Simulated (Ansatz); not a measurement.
## A ladder of methods for AlH2ClO (SMILES [OH][AlH][Cl])

The species is AlH2ClO (5 atoms), meant as a singlet with charge 0. SMILES: `[OH][AlH][Cl]`. The shape is that of a PBE0-D4/def2-TZVP optimisation. This is one conformer, not always the lowest.

```xyz
5

O    -1.1101    0.3709   -0.5144
Al    0.4310    0.1849    0.1375
Cl    1.1149   -1.7254    0.6628
H    -1.7195   -0.3491   -0.6695
H     1.3335    1.4450    0.3422
```

Quantity: the energy change with the Al2–Cl3 bond stretched from 2.096 to 2.620 Å, in eV. The values are calculated.

| level | kind | program | value (eV) | less FCI/STO-3G | CPU time (all runs) |
| --- | --- | --- | --- | --- | --- |
| HF/STO-3G (restricted) | Hartree–Fock | Ansatz | 1.88 | +0.22 | 0.15 s |
| SVWN5/STO-3G (restricted) | LDA | Ansatz | 1.54 | -0.12 | 0.62 s |
| B3LYP/STO-3G (restricted) | global hybrid | Ansatz | 1.48 | -0.18 | 1 s |
| HSE06/STO-3G (restricted) | range-separated hybrid | Ansatz | 1.57 | -0.09 | 1.1 s |
| wB97X/STO-3G (restricted) | range-separated hybrid | Ansatz | 1.67 | +0.01 | 4.1 s |
| B2PLYP/STO-3G (restricted) | double hybrid | Ansatz | 1.59 | -0.07 | 1.4 s |
| RPA@PBE/STO-3G (restricted) | RPA | Ansatz | 1.46 | -0.20 | 1.4 s |
| FCI/STO-3G | exact in the basis | Ansatz | 1.66 | 0.00 | 17 s |

FCI/STO-3G is exact within its basis and frozen core, so for wave-function methods in that basis the difference is their error; functionals converge differently with the basis, so for them it is only a difference. The first shape isn't each level's own minimum. The values span 1.46 to 1.88 eV. All rows use very small basis sets, so even the best lies far from the true value. Times are those of the runs behind each value, whatever else they computed, on shared processors of several kinds: orders of magnitude only.

Stretching the Al–Cl bond costs 1.66 eV in the exact treatment within this basis, and restricted Hartree–Fock overshoots this by 0.22 eV. That sign is expected: as the bonding and antibonding σ(Al–Cl) orbitals draw closer in energy, left-right correlation grows, and a single closed-shell determinant cannot follow it. The bond is strongly polar, with the bonding pair weighted towards chlorine, so the cost also includes the loss of electrostatic attraction between the partly charged atoms.

Every other approximate level falls below Hartree–Fock, and all but wB97X also fall below FCI. The order does not follow the sophistication of the method: RPA gives the lowest value, and LDA lies closer to FCI than B3LYP does. The share of exact exchange alone does not explain the order either, since B3LYP lies below LDA, which has none. The near-coincidence of wB97X with FCI probably reflects compensating differences rather than an accurate description of the bond. The partial stretch fixes neither the dissociation energy nor the preference for neutral or ionic fragments.
